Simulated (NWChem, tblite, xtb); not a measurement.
## How methods differ on C3H10OSi (SMILES CC(C)O[SiH3])

C3H10OSi: 15 atoms, total charge 0, spin state singlet. As SMILES, `CC(C)O[SiH3]`. The shape is that of a PBE0-D4/def2-TZVP optimisation. This is one conformer, not always the lowest.

```xyz
15

C    -0.4677   -0.7531    1.6615
C     0.1782   -0.2650    0.3841
C     0.4134   -1.3853   -0.6092
O    -0.6767    0.7208   -0.1848
Si   -0.1456    1.9750   -1.0980
H    -0.6234    0.0757    2.3539
H     0.1599   -1.5021    2.1495
H    -1.4385   -1.2031    1.4402
H     1.1443    0.2008    0.6326
H     0.8764   -1.0107   -1.5246
H    -0.5367   -1.8561   -0.8734
H     1.0712   -2.1461   -0.1825
H     0.9456    2.7050   -0.3918
H     0.3885    1.5300   -2.4163
H    -1.3109    2.8639   -1.3120
```

Each level gives the dipole moment (D). The values are calculated.

```json
{"level": "GFN2-xTB", "kind": "semi-empirical", "program": "tblite", "value (D)": "1.59", "CPU time": "under 2 s"}
{"level": "IPEA1-xTB", "kind": "semi-empirical", "program": "tblite", "value (D)": "2.49", "CPU time": "under 2 s"}
{"level": "GFN1-xTB", "kind": "semi-empirical", "program": "tblite", "value (D)": "2.18", "CPU time": "under 2 s"}
{"level": "GFN0-xTB", "kind": "semi-empirical", "program": "xtb", "value (D)": "1.80", "CPU time": "under 2 s"}
{"level": "HF/STO-3G", "kind": "Hartree–Fock", "program": "NWChem", "value (D)": "0.91", "CPU time": "4.2 s"}
{"level": "HF/3-21G", "kind": "Hartree–Fock", "program": "NWChem", "value (D)": "1.42", "CPU time": "5.2 s"}
{"level": "HF/def2-SVP", "kind": "Hartree–Fock", "program": "NWChem", "value (D)": "1.35", "CPU time": "62 s"}
{"level": "B3LYP/6-31G* (Cartesian functions)", "kind": "global hybrid", "program": "NWChem", "value (D)": "1.17", "CPU time": "34 s"}
{"level": "PBE0/def2-SVP", "kind": "global hybrid", "program": "NWChem", "value (D)": "1.21", "CPU time": "69 s"}
```

The values span 0.91 to 2.49 D. Magnitudes only. Sets without polarisation functions give poor dipoles. Without the sets that lack polarisation functions the rows with a basis span only 1.17 to 1.35 D. Times are those of the runs behind each value, whatever else they computed, on shared processors of several kinds: orders of magnitude only.

The tight-binding methods all give a larger dipole than any Hartree–Fock or hybrid row, from 1.59 D with GFN2-xTB to 2.49 D with IPEA1-xTB. The molecule is a demanding test because its moment is a vector sum of partly opposing contributions. Oxygen draws density from both carbon and silicon, but the Si–H bonds are polarised towards hydrogen, and donation from the oxygen lone pairs into antibonding orbitals on the silyl group returns some charge to silicon. Modest errors in the atomic charges can therefore shift the total appreciably, and the high tight-binding values probably reflect an imperfect balance between charge transfer and polarisation within the atoms.

In the same def2-SVP basis, going from Hartree–Fock to PBE0 lowers the moment from 1.35 to 1.21 D, a much smaller change than the spread among the tight-binding variants. The data thus support a moderately polar molecule in this conformation. The close agreement of the polarised-basis rows doesn't establish convergence, since none of those sets contains the diffuse functions that describe the outer lone-pair density.
